**1. The levels.** Two transmons with a cross-Kerr shift $\chi$ give a V system: $g=|00\rangle$, $e=|10\rangle$ with the bright mode excited, and $m=|01\rangle$ with the dark mode excited. The bright mode decays into a transmission line at rate $\Gamma_1$, the dark mode at $\Gamma_2\ll\Gamma_1$. The state $|11\rangle$ is detuned by $\chi$ from both drives and is dropped until note 15. An ideal counter records every emitted photon. Minev and co-workers (2019) used such a pair but watched the bright level through a cavity, which is not the scheme treated here.

**2. Conventions and inputs.** $\hbar=1$, rotating-wave approximation. A drive enters as $\tfrac{\Omega}{2}(|g\rangle\langle x|+\text{h.c.})$, so $\Omega$ is the angular frequency of population oscillation, and each $\Gamma$ is a population decay rate. The strong drive is resonant. The weak drive has detuning $\delta=\omega_{L2}-\omega_{mg}$. The inputs are typical values chosen for illustration: $\Gamma_1/2\pi=1$ MHz ($\Gamma_1=6.28\times10^6$ s$^{-1}$), $\Omega_1/2\pi=4$ MHz, $\Omega_2/2\pi=0.2$ MHz, $1/\Gamma_2=100\ \mu$s. $T_D$ and $T_B$ are the mean lengths of dark and bright periods.

## Estimate by hand

**3. Leaving the shelf.** The strong drive splits $g$ into the dressed states $(g\pm e)/\sqrt2$ at $\pm\Omega_1/2$. Each is half $e$, so it decays at $\Gamma_1/2$. Each is half $g$, so its squared coupling to $m$ is $\tfrac12(\Omega_2/2)^2$. A level coupled with squared strength $V^2$ to a state of width $\gamma$ at detuning $\Delta$ is emptied at $V^2\gamma/(\Delta^2+\gamma^2/4)$. At $\delta=0$ the weak drive sits in the wing of both lines, $\Delta=\pm\Omega_1/2\gg\gamma$. Adding the two rates gives
$$k_{\rm out}\approx 2\cdot\frac{\Omega_2^2}{8}\,\frac{\Gamma_1/2}{\Omega_1^2/4}=\frac R2,\qquad R\equiv\frac{\Omega_2^2\,\Gamma_1}{\Omega_1^2}.$$
With $\Gamma_1\approx6\times10^6$ s$^{-1}$ and $(\Omega_2/\Omega_1)^2=2.5\times10^{-3}$, $R\approx1.5\times10^4$ s$^{-1}$ and $k_{\rm out}\approx7.5\times10^3$ s$^{-1}$. Adding $\Gamma_2=10^4$ s$^{-1}$ gives $1/T_D\approx1.75\times10^4$ s$^{-1}$, or $T_D\approx57\ \mu$s.

**4. Reaching the shelf.** Take stimulated rates to be equal in both directions. While the system is bright each dressed state holds half the population, so $1/T_B\approx R/4\approx3.75\times10^3$ s$^{-1}$ and $T_B\approx0.27$ ms. The dark fraction $T_D/(T_D+T_B)$ would be 18%. On one Autler-Townes line ($\Delta=0$, the other line ignored) the same rule gives $k_{\rm out}\approx\Omega_2^2/\Gamma_1\approx2.4\times10^5$ s$^{-1}$ and $1/T_B\approx1.2\times10^5$ s$^{-1}$.

## Careful calculation

**5. The delay function.** The method is that of Cohen-Tannoudji and Dalibard (1986). Every photon, of either kind, resets the system to $g$, so successive delays are independent draws from one distribution. Between photons the unnormalised amplitudes obey
$$\dot c_g=-\tfrac{i\Omega_1}{2}c_e-\tfrac{i\Omega_2}{2}c_m,\qquad \dot c_e=-\tfrac{i\Omega_1}{2}c_g-\tfrac{\Gamma_1}{2}c_e,\qquad \dot c_m=-\tfrac{i\Omega_2}{2}c_g+\left(i\delta-\tfrac{\Gamma_2}{2}\right)c_m,$$
with $c_g(0)=1$. The probability of no photon up to $t$ is $P=|c_g|^2+|c_e|^2+|c_m|^2$, and the delay function is $w=-\dot P=\Gamma_1|c_e|^2+\Gamma_2|c_m|^2$.

**6. One function carries everything.** For $\Omega_2=0$ the Laplace transform of $c_g$ is
$$G(s)=\frac{s+\Gamma_1/2}{s(s+\Gamma_1/2)+\Omega_1^2/4},$$
with poles $s_\pm=-\Gamma_1/4\pm i\nu$, $\nu=\sqrt{\Omega_1^2/4-\Gamma_1^2/16}$. Here $\nu/2\pi=1.98$ MHz, and the fast part of $P$ has the envelope $e^{-\Gamma_1t/2}$, with $2/\Gamma_1=0.318\ \mu$s. With the weak drive on, eliminating $c_g$ and $c_e$ gives exactly
$$\tilde c_m(s)=\frac{-\tfrac{i\Omega_2}{2}G(s)}{s-i\delta+\Gamma_2/2+\tfrac{\Omega_2^2}{4}G(s)} .$$
This has a third pole close to $s=i\delta$. If $G$ changes little over the displacement of that pole, $G$ may be evaluated at $i\delta$. The pole then lies at $s_0=i\delta-\Gamma_2/2-\tfrac{\Omega_2^2}{4}G(i\delta)$ and the residue is $-\tfrac{i\Omega_2}{2}G(i\delta)$. At long times $P\simeq p\,e^{-t/T_D}$ with
$$\frac1{T_D}=\Gamma_2+\frac{\Omega_2^2}{2}\,{\rm Re}\,G(i\delta),\qquad p=\frac{\Omega_2^2}{4}|G(i\delta)|^2 .$$
Cross terms between fast and slow poles die out as $e^{-\Gamma_1t/4}$ and belong to the short time scale.

**7. From $p$ to $T_B$.** Each reset leads to a long delay with probability $p$, so a bright period holds on average $1/p$ short delays. Their mean $\tau$ is the inverse of the two-level photon rate $\Gamma_1\rho_{ee}$, with $\rho_{ee}=\Omega_1^2/N$ and $N=\Gamma_1^2+2\Omega_1^2$. Hence $T_B=\tau/p$. With $D=(\Omega_1^2/4-\delta^2)^2+\delta^2\Gamma_1^2/4$ one finds ${\rm Re}\,G=\Gamma_1\Omega_1^2/(8D)$ and $|G|^2=(\Gamma_1^2/4+\delta^2)/D$, so
$$\frac1{T_D}=\Gamma_2+\frac{\Omega_2^2\Omega_1^2\Gamma_1}{16D},\qquad \frac1{T_B}=\frac{\Omega_2^2\Omega_1^2\Gamma_1(\Gamma_1^2+4\delta^2)}{16DN}.$$
At $\delta=0$, $D=\Omega_1^4/16$ and
$$\frac1{T_D}=\Gamma_2+\frac{\Omega_2^2\Gamma_1}{\Omega_1^2},\qquad \frac1{T_B}=\frac{\Omega_2^2\,\Gamma_1^3}{\Omega_1^2(\Gamma_1^2+2\Omega_1^2)} .$$
Neither form needs $\Omega_1\gg\Gamma_1$. Both need the slow rate to lie far below the fast ones.

**8. Numbers at $\delta=0$.** $R=1.571\times10^4$ s$^{-1}$, $1/T_D=2.571\times10^4$ s$^{-1}$, $T_D=38.9\ \mu$s. Further $p=\Omega_2^2\Gamma_1^2/\Omega_1^4=1.56\times10^{-4}$, which means 6400 photons per bright period, $\tau=0.328\ \mu$s, $1/T_B=R/33=476$ s$^{-1}$ and $T_B=2.10$ ms. The dark fraction is 1.8%. Solving the three amplitude equations without expansion gives a slow time of $39.0\ \mu$s and a slow weight of $1.547\times10^{-4}$, 1% below the formula. Within the three-level model the results are therefore good to about 1%: $T_D\approx39\ \mu$s, $T_B\approx2.1$ ms.

**9. What counts as dark.** A record needs a threshold $\theta$ above which a delay is called dark. The fast tail $e^{-\Gamma_1\theta/2}$ drops below $p$ only at $\theta=(2/\Gamma_1)\ln(1/p)=2.8\ \mu$s. At $\theta=5\ \mu$s it is $1.5\times10^{-7}$, safely small, but a fraction $1-e^{-\theta/T_D}=12\%$ of the dark periods is then shorter than $\theta$ and goes unnoticed. The apparent entry rate is $e^{-\theta/T_D}/T_B$.

**10. Where the peaks sit.** The two rates do not peak at the same detuning, and neither peaks exactly at $\pm\Omega_1/2$. The exit rate is largest where $D$ is smallest, at
$$\delta_D^2=\frac{\Omega_1^2}{4}-\frac{\Gamma_1^2}{8},$$
a doublet only for $\Omega_1>\Gamma_1/\sqrt2=0.71\,\Gamma_1$. For the entry rate put $a=\Omega_1^2/4$, $b=\Gamma_1^2/4$, $y=\delta^2+b$. Then $D=y^2-(2a+b)y+a^2+2ab$, and $y/D$ is largest at $y^2=a^2+2ab$:
$$\delta_B^2=\sqrt{a^2+2ab}-b ,$$
a doublet for $\Omega_1>(\sqrt2-1)^{1/2}\,\Gamma_1=0.64\,\Gamma_1$. Below these thresholds the maximum is at $\delta=0$. Both positions tend to the Autler-Townes values $\pm\Omega_1/2$ for $\Omega_1\gg\Gamma_1$. Here $\delta_D/2\pi=\pm1.97$ MHz and $\delta_B/2\pi=\pm2.00$ MHz. At $\delta=\pm\Omega_1/2$ the formulas of note 7 reduce to $1/T_D-\Gamma_2=\Omega_2^2/\Gamma_1=2.5\times10^5$ s$^{-1}$ and $1/T_B=\rho_{gg}\Omega_2^2/\Gamma_1=1.3\times10^5$ s$^{-1}$, with $\rho_{gg}=(\Gamma_1^2+\Omega_1^2)/N$. These are 16 and 272 times the values at $\delta=0$. The expansion is weaker on the peak. Near one pole $G\approx\tfrac12/(s-s_+)$, so the expansion parameter $\tfrac{\Omega_2^2}{4}|G'|$ is about $2\Omega_2^2/\Gamma_1^2=0.08$, and two figures are the most one may quote.

## Why the two differ

On the Autler-Townes lines the estimate stands. At $\delta=0$ it makes $1/T_D$ too small by a factor 1.47 and $1/T_B$ too large by a factor 7.9. Rounding $\Gamma_1$ to $6\times10^6$ s$^{-1}$ accounts only for a factor 0.955 in $R$. The rest comes from adding rates where amplitudes interfere.

**11. The exit rate is exactly twice the sum of the wings.** In partial fractions $G(s)=\sum_\pm w_\pm/(s-s_\pm)$ with $w_\pm=\tfrac12\mp i\epsilon$ and $\epsilon=\Gamma_1/(8\nu)=0.063$. The estimate kept the weights $\tfrac12$. The imaginary parts appear because the two dressed states decay into the same line through their common $e$ component, which couples them. At $s=0$, using $|s_\pm|^2=\Omega_1^2/4$,
$${\rm Re}\,\frac{w_+}{-s_+}=\frac{\tfrac12\cdot\tfrac{\Gamma_1}{4}+\epsilon\nu}{\Omega_1^2/4}=\frac{\Gamma_1/8+\Gamma_1/8}{\Omega_1^2/4},$$
and the other pole gives the same. The first term is the Lorentzian wing of note 3. The second is a small weight times the large dispersive wing, and it is equally big. On a peak the dispersive shape of the resonant pole vanishes, which is why the estimate works there. Far outside the doublet the same term cancels the wings, and the rate falls as $\delta^{-4}$ through $D$ instead of $\delta^{-2}$. The factor 2 shrinks to 1.47 in $1/T_D$ mainly because $\Gamma_2$ is common to both calculations.

**12. The hand argument that gets it right.** In the slow state at $\delta=0$, $\dot c_g\approx0$ forces $\Omega_1c_e+\Omega_2c_m\approx0$. The shelf state is $m$ with an amplitude $-\Omega_2/\Omega_1$ of $e$, arranged so that the two drives cancel on $g$. It radiates at $\Gamma_1(\Omega_2/\Omega_1)^2=R$. This part of the dark periods ends with a photon of the bright transition.

**13. The entry rate is a near cancellation.** The master equation shows what note 4 missed. The coherences $\rho_{gm}$ and $\rho_{em}$ evolve under the same $g$-$e$ equations as the amplitudes, with sources $\tfrac{i\Omega_2}{2}(\rho_{gg}-\rho_{mm})$ and $\tfrac{i\Omega_2}{2}\rho_{eg}$. Take them stationary, neglect $\Gamma_2$ in their damping, and use $\dot\rho_{mm}=-\Gamma_2\rho_{mm}+\Omega_2\,{\rm Im}\rho_{gm}$:
$$\dot\rho_{mm}=-\Gamma_2\rho_{mm}+\frac{\Omega_2^2}{2}{\rm Re}\left[G(s)(\rho_{gg}-\rho_{mm})+G_{ge}(s)\rho_{eg}\right]_{s=i\delta},\qquad G_{ge}=\frac{-i\Omega_1/2}{s(s+\Gamma_1/2)+\Omega_1^2/4}.$$
The term in $\rho_{mm}$ is the exit rate again. The entry rate has a population term and a coherence term. In the bright state $\rho_{eg}=-i\Omega_1\Gamma_1/N$, and the sum is
$$\frac1{T_B}=\frac{\Omega_2^2}{2N}\,{\rm Re}\,\frac{s(\Gamma_1^2+\Omega_1^2)+\Gamma_1^3/2}{s(s+\Gamma_1/2)+\Omega_1^2/4},$$
which at $s=i\delta$ equals the result of note 7. At $\delta=0$ the population term is $R\rho_{gg}=\tfrac{17}{33}R=8092$ s$^{-1}$ and the coherence term is $-R\,\Omega_1^2/N=-\tfrac{16}{33}R=-7616$ s$^{-1}$. The small coherence $|\rho_{eg}|\approx\Gamma_1/2\Omega_1$ matters because $|G_{ge}(0)|=2/\Omega_1$ exceeds $G(0)=2\Gamma_1/\Omega_1^2$ by $\Omega_1/\Gamma_1$. In time language, the slow amplitude is $-\tfrac{i\Omega_2}{2}\int_0^\infty c_g\,dt$. The amplitude $c_g$ starts at 1 and oscillates as $\cos\nu t$, whose area nearly cancels. What remains is the area $G(0)$, of order $\Gamma_1/\Omega_1^2$.

**14. The budget.** Starting from $R/4$, the dispersive term multiplies by 2, the true ground population by $\rho_{gg}/\tfrac12=34/33$, and the cancellation by $\Gamma_1^2/(\Gamma_1^2+\Omega_1^2)=1/17$. The product is $4\Gamma_1^2/N=4/33$, a factor 8.25 down, and $8.25\times0.955=7.9$. The gap grows as $\Omega_1^2/2\Gamma_1^2$ with stronger drive. Equal stimulated rates up and down hold between states without mutual coherence, and the driven $g$-$e$ pair is not such a set. For $\Gamma_2=0$ and $\delta=0$ the ratio is $T_D/T_B=\Gamma_1^2/N$, independent of $\Omega_2$, where the estimate gave $\tfrac12$.

**15. What a real pair of transmons adds.** A rate that survives a cancellation is sensitive to small neglected terms. All inputs below are typical values.

- *Thermal excitation of the dark mode.* An occupation $n_2=0.01$, taken flat over $\chi$, opens dark periods at $n_2\Gamma_2=100$ s$^{-1}$, which is 21% of $1/T_B$. This is the largest addition listed here.
- *Pure dephasing of $m$.* A rate $\gamma_\phi$ damps $\rho_{gm}$ and $\rho_{em}$, so $s=\gamma_\phi$ replaces $s=0$ in note 13. The entry rate rises by about $2\gamma_\phi(\Gamma_1^2+\Omega_1^2)/\Gamma_1^3$. For $1/\gamma_\phi=100\ \mu$s the full expression gives 5%, while the driven part of the exit rate rises by 0.3%.
- *Thermal photons in the bright line.* An occupation $n_1=10^{-3}$ excites $m\to|11\rangle$ and $g\to e$ at $\kappa=n_1\Gamma_1=6.3\times10^3$ s$^{-1}$. Repeating note 13 with amplitude damping $\kappa/2$ on $g$ and $m$, $(\Gamma_1+\kappa)/2$ on $e$, and the thermal two-level steady state raises the entry rate by 4%.
- *The level $|11\rangle$.* For $\chi/2\pi=100$ MHz the strong drive scatters photons from $m$ at $\Gamma_1\Omega_1^2/4\chi^2=2.5\times10^3$ s$^{-1}$, about 0.10 per dark period. The scattering starts and ends in $m$, and the transition is far from saturation, $\Omega_1^2/2\chi^2=8\times10^{-4}$. All but about this fraction of the photons are therefore scattered elastically and emerge at the drive frequency, the centre of the bright fluorescence. A frequency filter cannot separate them from it, and the counter cuts dark periods at them. The drive also shifts $m$ by $\Omega_1^2/4\chi=2\pi\times40$ kHz. Left uncorrected, this changes $1/T_B$ by 0.7% through note 7.

With these inputs the device would enter the dark state at a rate some tens of percent above $476$ s$^{-1}$. That correction is small against the factor of 8 between the estimate and the calculation, but large against the 1% accuracy of the three-level formula.